For a two-electron singlet such as Li$^+$ the Kohn--Sham inversion is a single line. Both electrons occupy $\phi=\sqrt{n/2}$, and solving the orbital equation for the potential energy gives
\begin{equation}
v_s(\mathbf r)=\varepsilon+K\,Q(\mathbf r),\qquad Q=\frac{\nabla^2\sqrt n}{\sqrt n},\qquad K=\frac{\hbar^2}{2m_e}=6.104\times10^{-39}\ \mathrm{J\,m^2}.
\label{inv}
\end{equation}
I quote energies in aJ ($10^{-18}$ J) and lengths in nm. The orbital energy $\varepsilon$ only sets the zero of $v_s$. A Gaussian-basis density produces three artefacts. First, if $\sqrt n\to e^{-\alpha r^2}$ at large $r$, then
\begin{equation}
v_s\to\varepsilon+K\,(4\alpha^2r^2-6\alpha),
\label{tail}
\end{equation}
a rising parabola. Second, the density has no cusp, so $Q(0)$ is finite and $v_{xc}=v_s-v_{\rm ext}-v_H$ inherits $+Ze^2/(4\pi\epsilon_0 r)$ from $-v_{\rm ext}$. Third, let $\hat h=-K\nabla^2+v_s^{\rm exact}$ be the Kohn--Sham Hamiltonian of the exact density. Eliminating $K\nabla^2\phi$ from Eq.~(\ref{inv}) gives, at every point,
\begin{equation}
v_s-v_s^{\rm exact}=-\frac{\hat h\phi-\varepsilon\phi}{\phi},
\label{res}
\end{equation}
so the error is minus the local residual.

Today I examine one assumption, that the tail of $\sqrt n$ is a bare $s$ Gaussian. It enters where the Laplacian in Eq.~(\ref{inv}) is applied to a single exponential with a constant prefactor. It holds asymptotically for a Hartree--Fock density, whose one orbital contains only $s$ functions and ends in the most diffuse of them. But we usually invert correlated densities. For the $^1S$ ground state the one-particle density matrix is block diagonal in $l$ and independent of $m$. Summing $|Y_{lm}|^2$ over $m$ leaves
\begin{equation}
n(r)=\sum_l r^{2l}\sum_{ij}D^{(l)}_{ij}\,e^{-(\alpha_{li}+\alpha_{lj})r^2},
\end{equation}
where $D^{(l)}$ absorbs all normalisation and contraction coefficients. In full CI it is positive semidefinite.

As given inputs I take approximate values for the diffuse primitives of lithium cc-pVTZ: $\alpha_s=0.02832$, $\alpha_s'=0.07509$, $\alpha_p=0.02050$ and $\alpha_p'=0.05578$ in units of $a_0^{-2}$, with $a_0$ the Bohr radius. The $d$ and $f$ exponents are approximately $0.08\,a_0^{-2}$ or larger. In SI, $\alpha_s=10.11$, $\alpha_s'=26.82$, $\alpha_p=7.32$ and $\alpha_p'=19.92\ \mathrm{nm^{-2}}$. The four slowest exponents in $n$ are then $2\alpha_p=14.64$, $2\alpha_s=20.23$, $\alpha_p+\alpha_p'=27.24$ and $\alpha_s+\alpha_s'=36.93\ \mathrm{nm^{-2}}$. The slowest is a $p$ term. So I keep two pieces,
\begin{equation}
n\simeq n_s+n_p,\qquad n_s\propto e^{-2\alpha_sr^2},\qquad t\equiv\frac{n_p}{n_s}=C\,r^2e^{2\Delta r^2},
\end{equation}
with $\Delta=\alpha_s-\alpha_p=2.79\ \mathrm{nm^{-2}}$ and $C\ge0$.

Now the derivation. For any positive density $Q=\nabla^2n/(2n)-|\nabla n|^2/(4n^2)$. For each piece define $Q_i=\nabla^2\sqrt{n_i}/\sqrt{n_i}$ and $g_i=\partial_r\ln\sqrt{n_i}$, so that $\nabla^2n_i=2n_i(Q_i+g_i^2)$ and $\partial_rn_i=2n_ig_i$. With the weight $p=n_p/n=t/(1+t)$, $Q$ is the weighted mean of $Q_i+g_i^2$ minus the square of the weighted mean of $g_i$:
\begin{equation}
Q=(1-p)\,Q_s+p\,Q_p+p(1-p)\,(g_p-g_s)^2 .
\label{mix}
\end{equation}
This is exact for two pieces. The ingredients are
\begin{align}
Q_s&=4\alpha_s^2r^2-6\alpha_s, & Q_p&=4\alpha_p^2r^2-10\alpha_p+\frac{2}{r^2}, & g_p-g_s&=\frac1r+2\Delta r .
\end{align}
To first order in $t$ the change is $t\,[Q_p-Q_s+(g_p-g_s)^2]$. The $r^2$ terms combine as $4\Delta(\Delta-\alpha_s-\alpha_p)=-8\alpha_p\Delta$, and the constants as $6\alpha_s-10\alpha_p+4\Delta$. The first correction to Eq.~(\ref{tail}) is therefore
\begin{equation}
\delta v_s^{(1)}=K\,t(r)\left[-8\alpha_p\Delta\,r^2+10\alpha_s-14\alpha_p+\frac{3}{r^2}\right].
\label{first}
\end{equation}
At large $r$ it is negative, and it grows with $t$. Once $t\gg1$, Eq.~(\ref{mix}) hands over to the true asymptote of the correlated density,
\begin{equation}
v_s\to\varepsilon+K\left(4\alpha_p^2r^2-10\alpha_p+\frac{2}{r^2}\right).
\label{ptail}
\end{equation}

\textbf{Question.} Could I not just put $\alpha_p$ into Eq.~(\ref{tail})?

\textbf{Answer.} That gets the curvature but misses the rest. A $p$ Gaussian is an $l=1$ state of the oscillator $4K\alpha_p^2r^2$ with energy $10K\alpha_p$, against $6K\alpha_p$ for the $s$ state. The Kohn--Sham orbital $\sqrt{n/2}$ is spherical, so the centrifugal energy $l(l+1)K/r^2=2K/r^2$ has to appear in the potential. You would miss $-4K\alpha_p=-0.18$ aJ and a term $2K/r^2$ with $2K=0.0122\ \mathrm{aJ\,nm^2}$.

The asymptotic sizes follow from the exponents alone. The coefficient of $r^2$ falls from $2.50$ to $1.31\ \mathrm{aJ\,nm^{-2}}$, a factor $(\alpha_p/\alpha_s)^2=0.52$. The constant moves from $-0.37$ to $-0.45$ aJ. Where the change happens depends on $C$. Let $w$ be the ratio of the electron numbers obtained by integrating $n_p$ and $n_s$ over all space. Gaussian integrals give
\begin{equation}
C=w\,\frac{4\alpha_p}{3}\left(\frac{\alpha_p}{\alpha_s}\right)^{3/2},\qquad t=1.076\,w\,x\,e^{x},\qquad x=2\Delta r^2 .
\end{equation}
The value of $w$ is an output of the correlated calculation, zero in Hartree--Fock, and I have not computed it. I scan it instead. The crossover radius $r_\times$ solves $t=1$, and $x$ there grows only logarithmically with $1/w$. At $r_\times$, $p=1/2$ and Eq.~(\ref{mix}) gives $\delta v_s=K(Q-Q_s)$:
\begin{center}
\begin{tabular}{ccccc}
$w$ & $r_\times$ (nm) & $KQ_s$ (aJ) & $\delta v_s$ (aJ) & $\delta v_s/KQ_s$\\
\hline
$10^{-2}$ & 0.77 & 1.12 & $-0.33$ & $-0.30$\\
$10^{-4}$ & 1.13 & 2.83 & $-0.72$ & $-0.25$\\
$10^{-6}$ & 1.42 & 4.69 & $-1.13$ & $-0.24$
\end{tabular}
\end{center}
Four decades in $w$ move $r_\times$ by less than a factor of two, and the correction there is roughly a quarter of the $s$ artefact. Inside the crossover Eq.~(\ref{first}) applies. For $w=10^{-4}$ at $r=1$ nm, $t=0.16$ and $K$ times the bracket is $-0.99$ aJ, so $\delta v_s^{(1)}=-0.16$ aJ. Equation~(\ref{mix}) gives $-0.14$ aJ, about $7\%$ of $KQ_s=2.13$ aJ. The physical tail of $v_{xc}$, $-e^2/(4\pi\epsilon_0r)$, is $-0.23$ aJ there. The correction is modest against the parabola but comparable with the quantity one wanted to extract.

\textbf{Question.} You dropped the next $s$ primitive. Is that safe?

\textbf{Answer.} Only far out. Put $\rho=D^{(0)}_{ss'}/D^{(0)}_{ss}$, of either sign. The cross term multiplies $n_s$ by $1+2\rho e^{-\delta r^2}$ with $\delta=\alpha_s'-\alpha_s$, and to first order it adds
\begin{equation}
\delta v_s^{(ss')}=K\rho\,e^{-\delta r^2}\left[4(\alpha_s'^2-\alpha_s^2)\,r^2-6\delta\right].
\end{equation}
At 1 nm this is $8\times10^{-7}\rho$ aJ and can be ignored unless $|\rho|$ is enormous. At 0.5 nm it is $0.048\,\rho$ aJ, while Eq.~(\ref{first}) with $w=10^{-2}$ gives $-0.011$ aJ. For $|\rho|$ of order one the $s$ cross term wins there, and the two-piece model has no standing. The $pp'$ cross term is suppressed against $n_p$ by $e^{-(\alpha_p'-\alpha_p)r^2}=3\times10^{-6}$ at 1 nm, times its own coefficient ratio. So Eq.~(\ref{tail}) describes a correlated density only in a window, outside the reach of $\alpha_s'$ and inside $r_\times$. If $w$ were of order one, that window would be closed.

\textbf{Question.} Does the correlated density restore anything at the nucleus?

\textbf{Answer.} No. Every term of $n(r)$ is a power series in $r^2$, so $n=n(0)(1+br^2+\dots)$ and $Q(0)=3b$, which is finite. You see it in Eq.~(\ref{first}): the $3/r^2$ is multiplied by $t\simeq Cr^2$ and tends to $3KC$. The $p$ functions shift the finite value of $v_s(0)$, and the spurious $+Ze^2/(4\pi\epsilon_0r)$ in $v_{xc}$ is untouched.

\textbf{Question.} And the oscillating residual at intermediate radii?

\textbf{Answer.} Equation~(\ref{res}) is an identity for any positive density, so it survives. The usual argument for oscillation does not carry over unchanged. If $\phi$ diagonalises $\hat h$ within the basis and $\varepsilon$ is the basis eigenvalue, the residual is orthogonal to every basis function. A nodeless $\phi$ is a combination of them, so the residual must change sign. For a correlated density $\sqrt{n/2}$ is not in the span of the basis, and orthogonality is lost. With the exact $\varepsilon$ and normalised $\phi$, what remains is the variational bound $\langle\phi|\hat h-\varepsilon|\phi\rangle\ge0$. The sign change can still be read from the limits. The error is positive at the nucleus and in the far tail, while its density-weighted mean, $-\langle\phi|\hat h-\varepsilon|\phi\rangle$, is not positive, so it must be negative somewhere in between.

\textbf{Question.} Does anyone sample these radii?

\textbf{Answer.} The occupied orbital hardly does. The factor $e^{-2\alpha_sr^2}$ is $1.6\times10^{-9}$ at 1 nm, and it multiplies the coefficient of a primitive meant for the valence shell of neutral lithium, which Li$^+$ lacks. The correction matters when one subtracts the artefact. Suppose the residual profile is taken from a one-orbital calculation in the same basis and removed from the inverted correlated potential. Its tail is Eq.~(\ref{tail}) with $\alpha_s$, while the correlated tail is Eq.~(\ref{ptail}). Beyond $r_\times$ the difference is dominated by $4K(\alpha_p^2-\alpha_s^2)r^2$, with coefficient $-1.19\ \mathrm{aJ\,nm^{-2}}$. The corrected potential then falls without bound, and diffuse unoccupied orbitals computed in it on a large grid would be drawn into that region. Such a subtraction for Li$^+$ in cc-pVTZ is valid only where $t\ll1$.